A copper atom has a full d shell, so the simplest picture of Cu₃Ge is a closed block of d states lying in a smooth sea of outer s and p electrons. The block would hold thirty electrons, ten from each copper atom. The Fermi level, up to which the states are filled, would lie in the sea well above the block, and no d character would be found there. The calculated density of states, which counts the states per eV in one cell, bears out the first part of this picture but not the last.

Density of states of Cu3Ge (P-6m2, 4 atoms, a = 2.742, c = 8.276 Å) from Ansatz 0.2.0: PAW plane waves, r2SCAN, scalar-relativistic, no spin polarisation, cutoff 500 eV, k mesh 18×18×6, Gaussian smearing 0.1 eV. The states are found by tetrahedra on a 27×27×9 mesh in steps of 0.1 eV and averaged over bins of 0.2 eV, of which every second one is listed, counted from the Fermi level; shell values are Löwdin projections summed over sites.

```
energy (eV)  density of states total (states/eV/cell)  DOS Cu 3d (states/eV/cell)  DOS Cu 4s (states/eV/cell)  DOS Ge 4p (states/eV/cell)  DOS Ge 4s (states/eV/cell)
      -7.95                                      0.68                        0.05                      0.2100                      0.1500                      0.2600
      -7.55                                      0.63                        0.05                      0.2500                      0.1400                      0.1900
      -7.15                                      0.59                        0.05                      0.2900                      0.1300                      0.1300
      -6.75                                      0.58                        0.05                      0.3200                      0.1200                      0.0800
      -6.35                                      0.82                        0.11                      0.3700                      0.3000                      0.0400
      -5.95                                      0.96                        0.18                      0.4200                      0.3100                      0.0400
      -5.55                                      1.23                        0.33                      0.4600                      0.3600                      0.0600
      -5.15                                      1.70                        0.69                      0.5300                      0.3800                      0.0700
      -4.75                                      2.93                        1.84                      0.5700                      0.4200                      0.0600
      -4.35                                      4.42                        3.39                      0.5000                      0.4200                      0.0600
      -3.95                                     10.55                        9.65                      0.2500                      0.4600                      0.0800
      -3.55                                      8.23                        7.68                      0.1300                      0.2500                      0.0600
      -3.15                                     14.90                       14.14                      0.2200                      0.3900                      0.0300
      -2.75                                     12.74                       12.29                      0.1400                      0.2100                      0.0200
      -2.35                                      8.31                         7.9                      0.1100                      0.2100                      0.0200
      -1.95                                     13.36                       12.86                      0.1200                      0.1400                      0.1800
      -1.55                                      2.85                        2.17                      0.2300                      0.3100                      0.1000
      -1.15                                      1.77                        0.96                      0.2800                      0.3600                      0.0800
      -0.75                                      1.56                        0.63                      0.3200                      0.4000                      0.1000
      -0.35                                      1.37                        0.43                      0.3500                      0.3500                      0.1100
       0.05                                      1.25                        0.31                      0.3200                      0.3700                      0.1000
       0.45                                      1.24                        0.25                      0.3500                      0.3400                      0.0800
       0.85                                      1.06                        0.17                      0.2900                      0.3400                      0.0800
       1.25                                      0.91                        0.11                      0.2400                      0.3000                      0.0800
       1.65                                      1.09                        0.11                      0.3300                      0.2500                      0.0800
       2.05                                      1.26                        0.11                      0.3800                      0.3300                      0.0800
       2.45                                      1.38                         0.1                      0.4600                      0.2700                      0.0700
       2.85                                      1.18                        0.07                      0.3700                      0.2300                      0.0500
       3.25                                      1.34                        0.06                      0.3800                      0.3100                      0.0600
       3.65                                      1.14                        0.04                      0.2900                      0.2800                      0.0500
       4.05                                      0.98                        0.03                      0.2300                      0.2400                      0.0400
       4.45                                      1.30                        0.04                      0.3300                      0.3400                      0.0400
       4.85                                      1.52                        0.05                      0.4400                      0.3600                      0.0300
       5.25                                      1.41                        0.04                      0.3400                      0.3800                      0.0300
       5.65                                      1.40                        0.03                      0.2900                      0.4600                      0.0300
```

The d block is easy to see. Cu 3d stands highest from about -4.2 to -1.8 eV, and the total at its highest is about twelve times that in the row at the Fermi level. Yet about a quarter of the density of states at the Fermi level is still Cu 3d, and a thin d tail runs on to higher energies.

The block is high and narrow because d orbitals are compact. Those on neighbouring atoms overlap little, an electron moves slowly from one to the next, and the bands stay nearly flat. Most of the thirty electrons therefore crowd into a range of about 2.4 eV. The s and p orbitals reach far over the neighbours and form steep bands that spread their states over many eV.

The sea can be estimated by treating its electrons as free. Each copper atom gives one electron and the germanium atom four, so N = 7 in the cell. At the density that follows from the cell volume, free electrons fill levels up to E_F = 9.35 eV above the bottom of their band. Their density of states at that height is

g = 3N / (2E_F) = 3 × 7 / (2 × 9.35) ≈ 1.1 states per eV and cell.

The table has 1.25 in the row at the Fermi level, and the run's separate value at the level itself is somewhat higher, so the estimate is 10 to 17 % too low. Averaged over the rows above the Fermi level it comes within about 4 % of the calculated mean, although it has none of the wiggles. The low value at the Fermi level is thus of the size that seven electrons in broad bands would give, and no special gap or depletion is needed to explain it. The match should not be pressed further, since the calculated value includes d character, which free electrons lack.

Near the lower end of the table the free-electron picture fails. At -7.95 eV it gives 0.43, while the calculation gives 0.68. The excess is about as large as the Ge 4s value in that row, 0.26. The rise of the Ge 4s column towards that end is a local peak, which reaches about 0.29 near -7.9 eV and looks like the mark of a band edge; by -10 eV, beyond the table, the value has fallen to about half of that. The 4s shell is nevertheless bound more deeply than a common sea of electrons allows. Of its 1.6 electrons only about 0.7 lie in the occupied rows shown. The rest sit lower, and some 4s weight is still found at -10 eV, below the bottom of the free-electron band.

The d tail arises because the block and the sea are not separate. A wave that travels through the crystal passes over the copper atoms, and where its symmetry allows, it takes up some of their d orbitals. The closer its energy is to that of the d orbitals, the more it takes up. The states at the Fermi level are therefore broad-band states with some d character, and the d shell has not been opened in the sense of a partly filled d block.

The occupations agree with this. The copper atoms hold about 0.64 d electrons fewer than thirty, and the d tail above the Fermi level, summed with each row standing for 0.4 eV, amounts to about 0.61. Both numbers rest on the same assignment of states to atomic shells, so they are no independent proof of the cause. They do show that the empty d states are spread thinly over several eV.

A short calculation gives the shape of the tail. Let a state of energy E be coupled with strength V to a d level at energy e. The equation for the d amplitude a_d, with a_s the amplitude of the broad-band part, is (E − e) a_d = V a_s. Squaring gives the ratio of d weight to the other weight as V²/(E − e)². If the d levels are spread evenly between the edges e₁ and e₂ of the block and share the coupling, the average is

d / non-d = V² / ((E − e₁)(E − e₂)).

The edges, -4.15 and -1.75 eV, are read from the table. V² is taken as the median over all rows more than 0.5 eV outside them, and comes to 2.02 eV². For the row at 0.05 eV, one of those used for the median, the distances to the edges are 4.20 and 1.80 eV. The ratio is then 2.02 / (4.20 × 1.80) ≈ 0.27. Multiplied by the non-d part of 0.94, this gives a Cu 3d value of 0.25, about a fifth below the calculated 0.31.

Over the rows used, the ratio of d to non-d varies by a factor of 77, while the V² needed to reproduce it varies by a factor of 2.5. One effective coupling thus describes the tail on both sides of the block, though only roughly; the output below the text also compares a single d level, which does worse. For a related metal, the first thing to ask is how far the d block lies from the Fermi level. Here the distance may be too small, because functionals of this kind commonly place copper's d states too high, and that would make the d share at the Fermi level too large.

The same coupling leaves its mark on the sea. The non-d part is 1.09 at -4.75 eV, falls to 0.41 at -2.35 eV inside the block, and is back at 0.94 at the Fermi level. Theory accounts for the direction of this change: two coupled levels repel each other, so bonding mixtures are pushed down and antibonding ones up, and s and p character is moved out of the range of the d levels. The simple formula applies only outside the block and does not give the depth of the dip.

Some irregularities remain. Within the block Cu 3d rises and falls from row to row, as it does wherever some bands run flatter than others; the rows sample these peaks too coarsely for their exact heights to carry a meaning. Between -6.75 and -6.35 eV Ge 4p jumps from 0.12 to 0.30 and lifts the total with it. This looks like the energy at which a further band begins, but that reading has not been tested. At -1.95 eV Ge 4s stands at 0.18, against 0.02 at -2.35 eV; the table alone does not show why.

The cell is a model, a hexagonal stacking held in a somewhat stretched state, whereas the familiar Cu₃Ge phase is orthorhombic. The separation into block, sea and tail rests on general features of copper's orbitals, but the individual values belong to this cell.

Numerical output:

```
lower and upper edge of the d block, eV: -4.15, -1.75
highest total over total at the Fermi level: 11.92
total at -1.95 over total at -1.55: 4.688
Cu 3d share of the total at the Fermi level, percent: 24.8
per atom at the Fermi level, Ge 4p then Cu 4s then Cu 3d, states/eV: 0.37, 0.1067, 0.1033
free-electron Fermi energy above the band bottom, eV: 9.354
at the Fermi level, free electrons then table, states/eV/cell: 1.125, 1.25
mean of rows above the Fermi level, free electrons then table, states/eV/cell: 1.279, 1.231
at -7.95, free electrons then table, states/eV/cell: 0.4349, 0.68
largest over smallest ratio of d to non-d in the rows used: 77.09
coupling squared, median then smallest then largest, eV^2: 2.02, 1.226, 3.039
coupling V from the median, eV: 1.421
largest over smallest coupling squared, spread levels then single level: 2.478, 4.015
median coupling squared below then above the d block, eV^2: 1.745, 2.149
Cu 3d at the Fermi level, mixing rule then table, states/eV/cell: 0.2512, 0.31
d electrons missing from 30, then d tail summed above the Fermi level: 0.6351, 0.608
Ge 4s electrons in the occupied rows, then in all by site occupation: 0.708, 1.581
non-d part at -4.75, at its minimum, at the Fermi level, states/eV/cell: 1.09, 0.41, 0.94
energy of the minimum of the non-d part, eV: -2.35
```
